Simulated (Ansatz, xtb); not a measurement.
# C3H6GeS: which of two isomers lies lower

We compare I, `SC#C[CH2][GeH3]`, a singlet, with II, `SCC#[C][GeH3]`, a singlet. Both are isolated molecules in the gas phase, relaxed with r2SCAN-D4/def2-SVP; the shapes shown needn't be the lowest conformers.

I (Å):

```tsv
atom	x (Å)	y (Å)	z (Å)
C	-1.5454	2.3558	0.2839
C	-1.3870	1.2152	0.6976
C	-1.1237	-0.1290	1.1533
Ge	0.7061	-0.6923	0.6463
S	-1.9469	3.9184	-0.2072
H	-0.7753	4.2297	-0.8177
H	-1.2039	-0.2135	2.2515
H	-1.8282	-0.8569	0.7136
H	1.7198	0.2611	1.2909
H	0.8387	-0.6446	-0.8809
H	0.9397	-2.1260	1.1494
```

II (Å):

```yaml
atoms:
  - { symbol: C, position_ang: [-2.0602, -0.6518, 0.6650] }
  - { symbol: C, position_ang: [-0.8826, 0.1862, 0.7660] }
  - { symbol: C, position_ang: [0.0951, 0.9175, 0.8437] }
  - { symbol: Ge, position_ang: [1.6194, 2.0350, 0.9511] }
  - { symbol: S, position_ang: [-2.7852, -0.7253, -1.0286] }
  - { symbol: H, position_ang: [-3.0302, 0.6005, -1.1235] }
  - { symbol: H, position_ang: [-2.8329, -0.3320, 1.3837] }
  - { symbol: H, position_ang: [-1.8147, -1.7002, 0.9038] }
  - { symbol: H, position_ang: [1.3722, 3.1188, 2.0071] }
  - { symbol: H, position_ang: [1.8581, 2.6854, -0.4163] }
  - { symbol: H, position_ang: [2.8350, 1.1895, 1.3474] }
```

Task: Which of the two would you expect CCSD(T)/def2-SVP + ΔMP2/def2-TZVPP electronic energies to favour?

Result: Structure II; the calculation gives E(II) − E(I) = −14.5 kJ/mol.

How the difference moves with the method:

```tsv
level	geometry	E(II) − E(I) (kJ/mol)	departure from the last row (kJ/mol)	job, with rough time for the two
GFN2-xTB	GFN2-xTB	−8.1	+6.4	optimisation, 0.22 s
HF/STO-3G	GFN2-xTB	−17.9	−3.5	single point, 0.82 s
r2SCAN-D4/def2-SVP//GFN2-xTB	GFN2-xTB	−5.4	+9.1	single point, 4.2 s
r2SCAN-D4/def2-SVP	r2SCAN-D4/def2-SVP	−4.6	+9.9	optimisation, 37 s
HF/def2-SVP	r2SCAN-D4/def2-SVP	−21.2	−6.7	part of the CCSD(T) run
MP2/def2-SVP	r2SCAN-D4/def2-SVP	−13.3	+1.1	part of the CCSD(T) run
CCSD(T)/def2-SVP	r2SCAN-D4/def2-SVP	−15.0	−0.6	single point
CCSD(T)/def2-SVP + ΔMP2/def2-TZVPP	r2SCAN-D4/def2-SVP	−14.5		single point, 53 s
```

As drawn, both hold the same kinds of bond in the same numbers.

The levels shown agree on the order. The largest departure from CCSD(T)/def2-SVP + ΔMP2/def2-TZVPP is that of r2SCAN-D4/def2-SVP, 9.9 kJ/mol. A small imaginary or near-zero mode remains, so no thermal terms are given. The last row adds to CCSD(T) the change of the MP2 difference between the two basis sets, here +0.6 kJ/mol.

The correlated steps freeze 17 core orbitals; the filled d shell of Ge is correlated, in a basis made for valence electrons. Run with Ansatz 0.2.0, xtb 6.7.1; the last row on 2 threads of Intel(R) Xeon(R) Platinum 8259CL CPU @ 2.50GHz (Skylake/Cascade Lake) on a shared host.

Isomer II is favoured by a modest 14.5 kJ/mol. With the bond types balanced, the preference reflects which substituent sits on the alkyne and which on the saturated carbon. An sp carbon is more electronegative than an sp3 carbon and bonds well to electropositive germanium, so the germyl group gains from the alkynyl position in II. The shorter Ge–C contact there fits this, though the smaller radius of sp carbon contributes too.

Isomer I has compensations: the sulfur lone pair can conjugate with the triple bond, and the Ge–C σ bond can donate into the π system from the propargylic position. These probably narrow the gap without reversing it. In the same basis and geometries, the preference falls from −21.2 kJ/mol at Hartree–Fock to −15.0 kJ/mol with CCSD(T), so correlation favours I, perhaps because of its more extended delocalisation. The energy difference alone doesn't separate the germanium and sulfur contributions, so assigning the preference mainly to the Ge–C(sp) bond remains an inference.
